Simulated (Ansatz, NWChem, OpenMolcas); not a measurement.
# Abstraction of H: CHCl2F + C2H5GeSi → CCl2F + C2H6GeSi

Species: CHCl2F (dichlorofluoromethane) `FC(Cl)Cl`, singlet; C2H5GeSi `[SiH2]C#[C][GeH3]`, doublet; CCl2F (dichlorofluoromethyl radical) `F[C](Cl)Cl`, doublet; C2H6GeSi `[SiH3]C#[C][GeH3]`, singlet. A radical takes H: the energy is the difference in strength between the C–H bond broken and the Si–H bond made.

Shapes, held fixed at every level: PBE0-D4/def2-TZVP. Programs: Ansatz 0.2.0, NWChem 7.3.0, OpenMolcas 26.06. A level may come from different programs for different species; with the same settings they agree closely. Electronic energies: no zero-point or thermal term.

Task: Estimate ΔE of this reaction.

Result: B2PLYP/def2-TZVPP gives ΔE = +32.6 kJ/mol; the levels span +22.8 to +44.8. The median of the levels is +33.1. No measured value is set beside it here. Spin contamination: C2H5GeSi (⟨S²⟩ up to 0.87). Open shells run unrestricted. Relativity is left out for Ge. Outer-core shells of Ge are correlated, in sets that cover them unevenly.

```json
{"level": "HF/def2-TZVPP", "kind": "Hartree–Fock", "ΔE (kJ/mol)": "+22.8"}
{"level": "SPW92/def2-TZVPP", "kind": "LDA", "ΔE (kJ/mol)": "+44.8"}
{"level": "r2SCAN-D4/def2-TZVPP", "kind": "meta-GGA", "ΔE (kJ/mol)": "+33.6"}
{"level": "PBE0/def2-SVP", "kind": "global hybrid", "ΔE (kJ/mol)": "+38.1"}
{"level": "B3LYP-D4/def2-TZVPP", "kind": "global hybrid", "ΔE (kJ/mol)": "+32.6"}
{"level": "BHLYP-D4/def2-TZVPP", "kind": "global hybrid", "ΔE (kJ/mol)": "+29.2"}
{"level": "PBE0-D4/def2-TZVPP", "kind": "global hybrid", "ΔE (kJ/mol)": "+38.1"}
{"level": "B2PLYP/def2-TZVPP", "kind": "double hybrid", "ΔE (kJ/mol)": "+32.6"}
```

Every level makes the transfer endothermic, so the C–H bond of dichlorofluoromethane is stronger than the Si–H bond formed. The main reason is orbital size: the diffuse silicon valence orbitals overlap less well with hydrogen 1s than the compact carbon hybrids do. Lone-pair donation from chlorine and fluorine stabilises the carbon radical and keeps the difference modest. On the silicon side, conjugation with the triple bond probably acts the other way, though weakly, since silicon 3p and carbon 2p orbitals match poorly.

The sign is firmer than the size. Hartree–Fock gives the lowest value, +22.8 kJ/mol, and LDA the highest, +44.8, which suggests that electron correlation favours the C–H bond over the Si–H bond. The share of exact exchange alone does not order the functionals: PBE0 lies above r2SCAN, which has none. The reverse reaction, in which the carbon radical takes hydrogen from the silane, is downhill, in line with the familiar role of silanes as hydrogen donors. How fast either direction runs depends on a barrier that these energies do not give.
